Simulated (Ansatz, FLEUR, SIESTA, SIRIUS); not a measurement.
## Si: 4 runs at one level of theory

```
CELL_PARAMETERS angstrom
3.83132 0.00000 0.00000
-1.91566 3.31802 0.00000
0.00000 0.00000 6.33262
ATOMIC_POSITIONS crystal
Si 0.66667 0.33333 0.93699
Si 0.33333 0.66667 0.43699
Si 0.66667 0.33333 0.56301
Si 0.33333 0.66667 0.06301
```

This isn't the form of Si at room conditions, which is diamond.

Alike in all runs: task band structure; functional PBEsol; k mesh 8 × 8 × 4; occupations fermi-dirac, width 0.05 eV; no spin polarisation; no spin-orbit coupling. Pressure is positive in compression and, in plane waves, holds the error of the finite cutoff. Gaps are the smaller of the mesh's and the band path's.

| program and potentials | plane-wave cutoff (eV) | notes | band gap (eV) | pressure (GPa) |
| --- | --- | --- | --- | --- |
| SIESTA, files PseudoDojo sr-pbesol-0.4.1-standard, DZP (energy shift 0.003 Ry) | - | atomic basis | 0.33 | 0.84 |
| Ansatz, all-electron LAPW, scalar-relativistic | - | - | 0.31 | -0.47 |
| FLEUR, all-electron, FLAPW | - | - | 0.31 | - |
| SIRIUS, all-electron FP-LAPW, apw+lo standard | - | - | 0.31 | - |

The band gap spans 0.31 (Ansatz, all-electron LAPW, scalar-relativistic) to 0.33 eV (SIESTA, files PseudoDojo sr-pbesol-0.4.1-standard, DZP (energy shift 0.003 Ry)), with all-electron results at 0.31. The pressure spans -0.47 (Ansatz, all-electron LAPW, scalar-relativistic) to 0.84 GPa (SIESTA, files PseudoDojo sr-pbesol-0.4.1-standard, DZP (energy shift 0.003 Ry)), with all-electron results at -0.47. Rows in atomic bases carry the error of their basis and grid, which can be large.

The functional is the same throughout but for its coding, so the spread measures potentials, basis and numerics; runs on potential files found faulty are left out.

The structure is hexagonal diamond (lonsdaleite) silicon, and all four runs make it a narrow-gap semiconductor. The gap separates bonding from antibonding sp³ states, as in the cubic form. Hexagonal stacking keeps the tetrahedral bonding but changes how the bands fold and couple, which is why the two polytypes differ in gap despite nearly identical bonds. The three all-electron runs agree at 0.31 eV, so the value is well settled for this functional and geometry. The true quasiparticle gap should be considerably larger, because a semilocal Kohn-Sham gap lacks the derivative discontinuity of the exchange-correlation potential. The slightly higher 0.33 eV probably reflects the limited freedom of a compact atomic basis to describe the conduction states.

The two pressures differ in sign, so they don't agree on whether the cell would expand or contract on relaxation. Both are small against the stiffness of the covalent network, which suggests only a slight change in volume. The gap values alone don't establish whether the gap is direct or indirect.
